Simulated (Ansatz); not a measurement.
# How methods differ on CH7GaSn (SMILES [CH3][SnH2][GaH2])

CH7GaSn has 10 atoms, charge 0, and is taken as a singlet. As SMILES, `[CH3][SnH2][GaH2]`. The coordinates come from a PBE0-D4/def2-TZVP relaxation.

Each level gives the vertical ionisation energy (to the doublet cation) (eV). The values are calculated.

```json
{"level": "HF/def2-SVP (core potential)", "kind": "Hartree–Fock", "program": "Ansatz", "value (eV)": "8.56", "less CCSD(T)/def2-SVP": "-0.47", "CPU time (all runs)": "15 s"}
{"level": "PBE/def2-SVP (core potential)", "kind": "GGA", "program": "Ansatz", "value (eV)": "8.86", "less CCSD(T)/def2-SVP": "-0.17", "CPU time (all runs)": "28 s"}
{"level": "revPBE/def2-SVP (core potential)", "kind": "GGA", "program": "Ansatz", "value (eV)": "8.80", "less CCSD(T)/def2-SVP": "-0.23", "CPU time (all runs)": "29 s"}
{"level": "B3LYP/def2-SVP (core potential)", "kind": "global hybrid", "program": "Ansatz", "value (eV)": "9.04", "less CCSD(T)/def2-SVP": "+0.01", "CPU time (all runs)": "39 s"}
{"level": "PBE0/def2-SVP (core potential)", "kind": "global hybrid", "program": "Ansatz", "value (eV)": "9.06", "less CCSD(T)/def2-SVP": "+0.03", "CPU time (all runs)": "42 s"}
{"level": "MP2/def2-SVP (core potential)", "kind": "perturbation theory", "program": "Ansatz", "value (eV)": "9.07", "less CCSD(T)/def2-SVP": "+0.04", "CPU time (all runs)": "17 s"}
{"level": "CCSD(T)/def2-SVP (core potential)", "kind": "coupled cluster or CI", "program": "Ansatz", "value (eV)": "9.03", "less CCSD(T)/def2-SVP": "0.00", "CPU time (all runs)": "5.2 min"}
{"level": "CCSD/def2-SVP (core potential)", "kind": "coupled cluster or CI", "program": "Ansatz", "value (eV)": "9.04", "less CCSD(T)/def2-SVP": "+0.01", "CPU time (all runs)": "3.5 min"}
```

Differences are taken from CCSD(T)/def2-SVP (core potential) for orientation; it has basis-set and higher-order errors of its own. Spin-orbit coupling is left out. The values span 8.56 to 9.07 eV. In the correlated wave-function rows the outer d shell of Ga, Sn is correlated, in sets not made for it. CPU times are rough (shared hosts, several kinds of processor and program).

Electron correlation raises the vertical ionisation energy of this molecule: Hartree–Fock lies 0.47 eV below CCSD(T), while MP2 is only 0.04 eV above it. The likely reason is that the neutral molecule has one more electron pair than the cation, so a mean-field treatment leaves the neutral too high in energy relative to the ion. With no lone pair available and the Ga-centred p orbital formally empty, the electron probably comes from the Sn–Ga σ bond, whose two electropositive atoms hold it less tightly than the Sn–C and metal–hydrogen bonds hold theirs.

The perturbative triples change the CCSD value by just 0.01 eV, which suggests that neither state poses a serious multireference problem at this geometry. B3LYP and PBE0 fall almost on the coupled-cluster result, whereas PBE and revPBE remain below it, though by less than Hartree–Fock. Removing a σ-bonding electron should lengthen the Sn–Ga bond, so the adiabatic threshold may lie appreciably lower than these vertical values.
